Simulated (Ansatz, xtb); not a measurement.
**Relative energy of two isomers of CH6SSi**

Structure X is `C[SiH2]S`, a singlet and structure Y is `CS[SiH3]`, a singlet. Both are isolated molecules in the gas phase, relaxed with BLYP-D3(BJ)/def2-SVP; the shapes shown needn't be the lowest conformers.

X (Å):

```xyz
9

C    -0.1680   -0.1191   -0.5830
S    -1.1397   -2.6996    1.1613
Si    0.4717   -1.2810    0.7641
H    -1.0760    0.4174   -0.2424
H    -0.4202   -0.6832   -1.5030
H     0.6048    0.6343   -0.8388
H     1.7097   -1.9967    0.3038
H     0.8220   -0.5118    2.0061
H    -0.4554   -3.3884    2.1200
```

Y (Å):

```json
{"atom": "C", "x (Å)": "-0.8861", "y (Å)": "0.1358", "z (Å)": "-0.0073"}
{"atom": "S", "x (Å)": "0.5791", "y (Å)": "-0.0953", "z (Å)": "1.1121"}
{"atom": "Si", "x (Å)": "0.9691", "y (Å)": "-2.1951", "z (Å)": "0.7549"}
{"atom": "H", "x (Å)": "-1.7317", "y (Å)": "-0.5082", "z (Å)": "0.3016"}
{"atom": "H", "x (Å)": "-0.6211", "y (Å)": "-0.0709", "z (Å)": "-1.0619"}
{"atom": "H", "x (Å)": "-1.1878", "y (Å)": "1.1952", "z (Å)": "0.0868"}
{"atom": "H", "x (Å)": "1.2810", "y (Å)": "-2.4629", "z (Å)": "-0.6908"}
{"atom": "H", "x (Å)": "2.1513", "y (Å)": "-2.5421", "z (Å)": "1.6056"}
{"atom": "H", "x (Å)": "-0.2064", "y (Å)": "-3.0503", "z (Å)": "1.1368"}
```

Energies in hartree; the thermal terms are from BLYP-D3(BJ)/def2-SVP harmonic frequencies (ideal gas, rigid rotor, one conformer each, 298.15 K, 1 atm) and include the zero-point energy:

|  | X | Y |
| --- | --- | --- |
| E, CCSD(T)/def2-TZVP | −728.439070 | −728.417752 |
| zero-point energy | 0.061164 | 0.061799 |
| H(298 K) − E | 0.067971 | 0.068481 |
| G(298 K) − E | 0.032372 | 0.032909 |

**Question.** Work out ΔE, ΔE₀, ΔH and ΔG for X → Y in kJ/mol (1 Eh = 2625.50 kJ/mol) and the equilibrium ratio [Y]/[X].

**Answer.** 1. ΔE = −728.417752 − (−728.439070) = +0.021318 Eh = +55.97 kJ/mol.
2. ΔE₀ = ΔE + ΔZPE = +0.021318 + (+0.000635) Eh = +57.64 kJ/mol.
3. ΔH = ΔE + (+0.000510) Eh = +57.31 kJ/mol.
4. ΔG = ΔE + (+0.000537) Eh = +57.38 kJ/mol, so ΔS = (ΔH − ΔG)/T = −0.2 J/(mol K).
5. kT = 0.9442 mEh, so K = [Y]/[X] = exp(−ΔG/kT) = exp(−23.15) ≈ 8.9 × 10^−11.

Structure X is favoured at this temperature. An error of 4 kJ/mol in ΔG would change K by a factor of 5. GFN2-xTB found them nearly level. Mirror images and further conformers aren't counted.

As drawn, Y has 1 C–S, 1 Si–H in place of 1 C–Si, 1 S–H.

Other levels gave ΔE = +0.6 (GFN2-xTB); +33.9 (HF/STO-3G, GFN2-xTB geometries); +61.5 (r2SCAN-D4/def2-SVP, GFN2-xTB geometries); +51.1 (BLYP-D3(BJ)/def2-SVP); +56.3 (HF/def2-TZVP); +57.5 (MP2/def2-TZVP) kJ/mol. The correlated steps freeze 11 core orbitals. Programs: Ansatz 0.2.0, xtb 6.7.1.

The silanethiol, with its methyl group on silicon, lies well below the methyl silyl sulfide, and the preference is almost entirely electronic, since zero-point, thermal and entropic terms barely alter it. Both isomers keep the Si–S link, so the gap reflects the exchange of C–Si and S–H bonds for C–S and Si–H bonds. The main cause is probably the methyl group's change of partner: carbon and silicon differ appreciably in electronegativity and form a strong, polar bond, whereas carbon and sulfur are nearly matched and their single bond is weaker. The S–H and Si–H bonds are closer in strength and largely offset each other.

Hartree–Fock in the larger basis gives +56.3 kJ/mol, close to the coupled-cluster value, so correlation largely cancels between the isomers. The near-degeneracy in GFN2-xTB is therefore an outlier, probably from an imbalance in its parametrised bond energies. The equilibrium ratio doesn't show that the sulfide would rearrange readily, because no barrier for the methyl–hydrogen exchange was computed.
